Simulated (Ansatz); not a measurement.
## Ligand exchange: BrF + SiH2(CH3)(OH) → HOF + SiH2(CH3)Br

Species: BrF, singlet; SiH2(CH3)(OH), singlet; HOF `OF`, singlet; SiH2(CH3)Br, singlet. The partners trade Br for OH: F–Br and Si–OH bonds give way to F–OH and Si–Br.

Shapes, held fixed at every level: PBE0-D4/def2-TZVP. Flexible molecules stand in one conformer, not always the lowest. Programs: Ansatz 0.2.0. The zero-point and thermal change to 298 K, harmonic and unscaled (PBE0-D4/def2-TZVP), is +0.3 kJ/mol.

```tsv
level	kind	ΔH(298 K) (kJ/mol)	less CCSD(T)/def2-TZVPP
HF/def2-TZVPP	Hartree–Fock	+182.8	+16.7
PBE-D4/def2-TZVPP	GGA	+153.1	-13.0
PBE0-D4/def2-TZVPP	global hybrid	+156.9	-9.2
B2PLYP/def2-TZVPP	double hybrid	+175.0	+8.9
MP2/def2-SVP	perturbation theory	+144.6	-21.5
CCSD/def2-SVP	coupled cluster or CI	+139.7	-26.4
CCSD/def2-TZVPP	coupled cluster or CI	+170.1	+4.0
CCSD(T)/def2-TZVPP	coupled cluster or CI	+166.1	0.0
```

The highest level, CCSD(T)/def2-TZVPP, gives ΔH(298 K) = +166.1 kJ/mol; the levels span +139.7 to +182.8. The column of differences is taken from that level and isn't an error. No measured value is set beside it here. Relativity is left out for Br. Outer-core shells of Br are correlated in most correlated rows, in sets that cover them unevenly.

The exchange is strongly endothermic at every level, and both halves of the swap point that way. Silicon gives up a short, strongly polar bond to oxygen for a longer, less polar one to the larger and softer bromine. Fluorine, meanwhile, leaves the electropositive end of a polar interhalogen for oxygen, where the electronegativity difference is small and lone pairs on two compact neighbouring atoms repel each other. The thermal term of +0.3 kJ/mol is negligible, so the preference for the reactants is essentially electronic.

Hartree–Fock gives the highest value, probably because it lacks the correlation that the crowded O–F bond especially needs. Within CCSD, the larger basis raises the result from +139.7 to +170.1 kJ/mol, a much bigger change than the triples bring in that same basis. The low MP2 value therefore can't be read as a failure of perturbation theory, since it lies close to CCSD in the same small set. The sign of the enthalpy is secure, but convergence beyond the triple-zeta basis remains untested.
